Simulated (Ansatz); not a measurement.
## A small benchmark: atomisation enthalpy at 298 K

6 molecules with halogens; the atomisation enthalpy at 298 K in kJ/mol, computed less measured. Shapes, held fixed at every level: PBE0-D4/def2-TZVP. Flexible molecules stand in one conformer, not always the lowest. Thermal terms are harmonic and unscaled (PBE0-D4/def2-TZVP); the spin-orbit lowering of the free atoms is taken from their spectra. Programs: Ansatz 0.2.0. Measured values: Active Thermochemical Tables, CRC Handbook of Chemistry and Physics.

Levels: A = HF/def2-TZVPP; B = r2SCAN-D4/def2-TZVPP; C = wB97M-V/def2-TZVPP; D = MP2/def2-TZVPP.

```
                          molecule  from tabulated heats      A    B    C    D
     CBrCl3 (SMILES ClC(Cl)(Cl)Br)                  1236   -573  +17    0  +31
      CBrClF2 (SMILES FC(F)(Cl)Br)                  1551   -635  +24   +2  +38
C2H2Br2Cl2 (SMILES ClC(Br)C(Cl)Br)                  2373   -840  +34  +11  +44
      C2H4Cl2 (1,2-dichloroethane)                  2678   -753   +6   +7  -25
                C2H5I (iodoethane)                  2638   -712   -2  -10  -36
          C3H7Cl (1-chloropropane)                  3930  -1011   +6   +8  -53
```

Q: Which level does best on this set, which worst, and which err to one side?

A: 
```json
{"level": "HF/def2-TZVPP", "kind": "Hartree–Fock", "mean error": "-754.0", "mean absolute error": "754.0", "worst case": "C3H7Cl"}
{"level": "r2SCAN-D4/def2-TZVPP", "kind": "meta-GGA", "mean error": "+14.2", "mean absolute error": "14.8", "worst case": "C2H2Br2Cl2"}
{"level": "wB97M-V/def2-TZVPP", "kind": "range-separated hybrid", "mean error": "+3.0", "mean absolute error": "6.3", "worst case": "C2H2Br2Cl2"}
{"level": "MP2/def2-TZVPP", "kind": "perturbation theory", "mean error": "-0.2", "mean absolute error": "37.8", "worst case": "C3H7Cl"}
```

On this set wB97M-V/def2-TZVPP has the smallest mean absolute error and HF/def2-TZVPP the largest. HF/def2-TZVPP is too low in 6 of 6; r2SCAN-D4/def2-TZVPP is too high in 5 of 6. The heats of C2H2Br2Cl2 (1,2-dibromo-1,2-dichloroethane), C3H7Cl (1-chloropropane) come from older tables and can be uncertain by 10 kJ/mol or more. The molecules' own spin-orbit lowering is left out, so errors for iodides read a little too negative. Heats of the atoms come from ATcT where it has them. For HF/def2-TZVPP the error tends to grow with the atomisation enthalpy. Hartree–Fock lacks correlation and underbinds. Correlated wave functions converge slowly with the basis. For atoms past krypton def2 sets carry core potentials with scalar relativity. Relativity is left out for Br. Outer-core shells of Br, I are correlated, in sets that cover them unevenly. The set is small.

The near-zero mean error of MP2 is a cancellation: it overbinds the three bromine-containing polyhalides and underbinds the three hydrogen-rich molecules. Second-order theory probably exaggerates correlation among the many halogen lone pairs, while recovering too little of it in C–H and C–C bonds, where the finite basis adds to the deficit.

The Hartree–Fock error follows the number of bonds more closely than the atomisation enthalpy, since each new electron pair brings correlation energy that the separated atoms lack. Among the three substituted ethanes it also rises with halogen count, which suggests a further contribution from lone pairs brought close together.

The lead of wB97M-V over r2SCAN-D4 comes entirely from the same three polyhalides; for the other molecules r2SCAN-D4 is slightly closer to the reference. Its overbinding there may reflect semilocal exchange in crowded, polar bonds, or the treatment of bromine. Without a hydrogen-rich bromide or a bromine-free polyhalomethane, the set cannot separate the two.
